Cubic boron nitride is a wide-gap insulator in which every boron atom is bonded to four nitrogen atoms and every nitrogen to four borons. An electric field pulls the bonding electrons slightly aside, and the electronic dielectric constant $\varepsilon$ measures how far they yield while the nuclei stay fixed. Since a gap is easier to obtain than a dielectric response, it is tempting to estimate $\varepsilon$ from the gap alone. The table allows a test of that shortcut on one crystal, uniformly compressed and stretched about its lowest-energy volume, 5.879 Å³/atom.

Cubic BN (F-43m, 2-atom cell) under uniform strain about its r2SCAN geometry, computed with Ansatz 0.2.0 using r2SCAN, PAW and plane waves (cutoff 500 eV, 10×10×10 k mesh, fixed occupations, no spin polarisation). The electronic dielectric tensor is the linear response to a homogeneous electric field with the ions clamped.

```tsv
volume (Å³/atom)	shortest distance (Å)	electronic dielectric xx	electronic dielectric zz
5.201	1.501	4.349	4.349
5.366	1.516	4.371	4.371
5.533	1.532	4.396	4.396
5.704	1.547	4.423	4.423
5.879	1.563	4.453	4.453
6.057	1.579	4.485	4.485
6.239	1.594	4.520	4.520
6.424	1.610	4.559	4.559
6.613	1.626	4.600	4.600
```

The two dielectric columns agree by cubic symmetry, so each row supplies a single $\varepsilon$. The same r2SCAN calculations give a smallest direct gap, between states of equal crystal momentum, of 9.59 eV in the unstrained crystal. It is 10.20 eV in the smallest cell and 9.00 eV in the largest.

**(a) Estimate $\varepsilon$ of the unstrained crystal from its smallest direct gap. How good is the result?**

*Solution.* Picture each valence electron as a charge on a spring. The field stretches the spring, and a stiff spring, meaning a high excitation energy, yields little. More electrons per volume give more response. If all of them had the same excitation energy $E$, the response would be

$$\varepsilon-1=\left(\frac{\hbar\omega_p}{E}\right)^2,\qquad \omega_p^2=\frac{ne^2}{\varepsilon_0 m}.$$

Here $n$ is the density of valence electrons, $e$ and $m$ are the electron's charge and mass, $\varepsilon_0$ is the vacuum permittivity, and $\hbar\omega_p$ is the plasma energy, which depends on $n$ alone.

Boron brings three valence electrons and nitrogen five, hence four per atom on average. With $n=4/5.879$ Å⁻³ the plasma energy is 30.63 eV. Setting $E$ equal to the direct gap gives

$$\varepsilon = 1+\left(\frac{30.63}{9.587}\right)^2 = 11.2 .$$

The calculated value is 4.453, so the estimate of $\varepsilon-1$ is about three times too large. The still smaller indirect gap of 5.00 eV makes matters worse, with an error of a factor of eleven. That gap is also the wrong quantity in principle: it joins states of different crystal momentum, and a uniform field does not connect them.

Gap and dielectric constant come from the same functional, so this misfit exposes the shortcut, not r2SCAN. The functional is known to make the gap of this material too small, but the table has no reference from which its error in $\varepsilon$ could be read.

**(b) A practical user might multiply the estimate of $\varepsilon-1$ by a constant so that it matches the unstrained crystal. Does it then describe the other volumes?**

*Solution.* The constant repairs the size but not the trend. From the smallest to the largest cell the calculated $\varepsilon-1$ rises by 7.5%, whereas the direct-gap estimate rises by only 1.1%. The scaled estimate is therefore too high by 0.10 in the smallest cell and too low by 0.12 in the largest. Misses of opposite sign on the two sides of the matched row are the mark of a wrong dependence on volume, which no constant factor can cure. They are also about ten times the numerical error of 0.011 stated for the two largest cells. Those two rows lie slightly above the smooth curve through the other seven, but by far less than that error.

The near-flat estimate reflects a contest between two effects of expansion. Stretching spreads the electrons over more space, which lowers $\varepsilon$. It also weakens the springs, which raises $\varepsilon$. The electron density falls by 21.4% over the series, and because $E$ enters squared, the excitation energy must fall by more than $1-\sqrt{1-0.214}$, or about 11%, for $\varepsilon$ to rise at all.

The direct gap shrinks by 11.8%, just enough to offset the dilution. The indirect gap shrinks by only 6.1%, and an estimate built on it would even have $\varepsilon$ falling. The calculated $\varepsilon-1$ rises far more than even the direct-gap estimate, so in this picture the electrons as a whole must loosen faster than either gap suggests.

**(c) Which excitation energy would reproduce the calculated $\varepsilon$, and why does the gap fail to represent it?**

*Solution.* Solving the formula for $E$ gives 16.5 eV in the unstrained crystal, 1.7 times the direct gap. This effective energy falls by 14.5% over the series, clearly more than the contest in (b) requires. It reproduces $\varepsilon$ by construction and so is no test of the formula. Its use is to suggest what the gap lacks: the typical excitation lies higher and is more sensitive to volume.

That it lies higher follows from how a crystal responds. A static field mixes filled states with empty states of the same crystal momentum wherever symmetry allows it, across many bands and the whole range of momenta. Low excitation energies count for more, but the gap is only the lower edge of a broad spectrum, and only a small part of the total strength is expected to sit there. The one-spring formula puts all the strength at that edge and so makes the crystal far too soft.

The greater sensitivity has a likely source in the chemistry of the empty states. Neighbouring orbitals combine into filled bonding and empty antibonding states, and the two draw together as the bond lengthens and the overlap weakens. Not all empty states respond equally. At the crystal momentum of the direct gap, the lowest empty level is threefold. In the usual bonding picture it is built from p orbitals, whose head-on and sideways overlaps partly cancel there. More of the gap then comes from the difference between the boron and nitrogen p levels, which bond length affects less. A single level above it is built from s orbitals, whose overlaps with all four neighbours add up, so stretching lowers it strongly.

The band energies of two rows, 5.366 and 6.424, show this difference. Between them the distance from the top of the filled bands to the threefold level shrinks by 9%, and that to the single level by 24%. The effective energy falls by 11%, between the two. The faster softening is not confined to the single level. At the nineteen other crystal momenta listed for these two rows, the smallest vertical gap shrinks by about 11% to 19%, in every case more than the direct gap. The list covers only part of the mesh and the strengths of the individual transitions are not available, but the direct gap stands out as unusually stiff. The effective energy behaves as simple bonding theory expects of overlap energies, which vary roughly as the inverse square of the bond length: over the whole series that rule gives a fall of 14.8%, close to the 14.5% found. The effective energy also absorbs any change in the transition strengths and the internal fields that the displaced electrons exert on one another, so it should not be read as a level of the crystal.

For this crystal under uniform strain, then, the shift of the absorption edge is a poor guide to the change in refractive index, whose square is $\varepsilon$ at frequencies above the lattice vibrations and well below the gap. The better question is whether the bulk of the bonding–antibonding excitations soften by more than roughly half the percentage by which the electron density falls. If they do, and the transition strengths change little, stretching should raise $\varepsilon$; if the excitation energies hardly depend on bond length, dilution should win and $\varepsilon$ should fall. The output below lists the gap estimates and the effective energy for all nine volumes.

Numerical output:

```
One-oscillator estimate against the calculation:
    row  computed  from direct gap  from indirect gap  direct gap scaled  effective energy eV  direct gap eV  indirect gap eV
  5.201     4.349            11.19              40.96              4.447                17.79           10.2            5.152
  5.366     4.371            11.19              40.27              4.446                17.46          10.05            5.116
  5.533     4.396            11.19              39.64              4.447                17.13          9.891            5.079
  5.704     4.423             11.2              39.04              4.449                16.81          9.738            5.041
  5.879     4.453            11.21              38.48              4.453                16.48          9.587            5.003
  6.057     4.485            11.22              37.96              4.459                16.16          9.438            4.963
  6.239      4.52            11.24              37.48              4.466                15.85           9.29            4.923
  6.424     4.559            11.27              37.03              4.474                15.53          9.143            4.882
  6.613       4.6             11.3              36.61              4.484                15.22          8.999            4.839
Plasma energy in the unstrained row, eV: 30.63
Volume, change first to last row, %: 27.15
Electron density, change first to last row, %: -21.35
Dielectric constant, rise first to last row: 0.251
Computed dielectric constant less one, change first to last row, %: 7.495
Same change estimated with the direct gap, %: 1.074
Same change estimated with the indirect gap, %: -10.87
Direct gap, change first to last row, %: -11.79
Indirect gap, change first to last row, %: -6.062
Effective energy, change first to last row, %: -14.46
Unstrained row, estimate over computed for dielectric constant less one, direct gap: 2.956
Unstrained row, estimate over computed for dielectric constant less one, indirect gap: 10.86
Unstrained row, effective energy over direct gap: 1.719
Unstrained row, effective energy over indirect gap: 3.295
Scaled direct-gap estimate less computed, first row: 0.09832
Scaled direct-gap estimate less computed, last row: -0.1157
Gamma valence top to empty singlet, row 5.366, eV: 12.71
Gamma valence top to empty singlet, row 6.424, eV: 9.607
Gamma valence top to empty singlet, change between these rows, %: -24.42
Gamma valence top to empty triplet, change between these rows, %: -8.982
Effective energy, change between these rows, %: -11.05
Stated numerical error 0.011 as share of the whole rise, %: 4.382
```
